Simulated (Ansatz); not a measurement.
# Mn vacancy in LaMnFeGe2

All numbers are calculated (PBEsol, collinear spin, no spin-orbit coupling; Ansatz, PAW set soft_2, 420 eV, k-mesh 4×4×2 shifted by half a step), not measured.

The relaxed host crystal (no gap at this level of theory):

```
CELL_PARAMETERS angstrom
-2.00999 2.00999 5.31079
2.00999 -2.00999 5.31079
2.00999 2.00999 -5.31079
ATOMIC_POSITIONS crystal
La 0.00000 0.00000 0.00000
Mn 0.25000 0.75000 0.50000
Fe 0.75000 0.25000 0.50000
Ge 0.62947 0.62947 0.00000
Ge 0.37053 0.37053 0.00000
```

Supercell of 20 atoms, rows of the matrix [[-1,1,0],[-1,-1,-2],[-1,-1,0]] times the cell vectors; Mn vacancy at (0.250, 0.750, 0.500) in fractions of the cell above. Atoms are relaxed at the host's cell. The cell loses 1 of its 4 Mn, so this is a heavily defective crystal.

Distances from the empty Mn site (Å), by shell of the perfect crystal:

```csv
shell,perfect crystal,"relaxed, charge 0"
4 Ge,2.38,2.16
```

| charge | moment of the cell (μB) | gap of the cell on the mesh (eV) |
| --- | --- | --- |
| 0 | 4.81 | 0.00 |

At charge 0 the unpaired electrons sit on atoms with moments (μB): 3 Mn of 2.19 to 2.39, 2 Fe of 0.65.

Formation energy of the neutral defect: 0.91 eV, taking atoms from and to the elements' standard states (no corrections for gases), so it belongs to those chemical potentials alone.

Caveats: the moment set at the start was not kept; small supercell, so energies and levels can be off by tenths of an eV; the atoms kept the symmetry of the start, so a distorted state could lie lower.

Removing Mn draws the four surrounding Ge atoms inward, from 2.38 to 2.16 Å. In an ionic solid, the anions around an empty cation site usually move apart. Here, metallic screening and the covalent character of the metal-germanium bonds weaken that repulsion, and the loss of the Mn core leaves room for the Ge atoms to relax into, probably strengthening their remaining bonds.

Magnetism stays mainly on Mn, as expected for a d shell nearer half filling, with stronger exchange splitting than that of Fe in such germanides. The cell moment of 4.81 μB is smaller than the three Mn moments would give if parallel, so some spin density must oppose them. Antiparallel Fe moments, with smaller contributions from the other atoms, would account for this. The non-integer total fits a metal with partly filled bands in both spin channels, rather than a vacancy holding a fixed number of localised holes. Without the corresponding moments of the perfect crystal, the vacancy's own effect on the magnetism can't be separated from the host's.
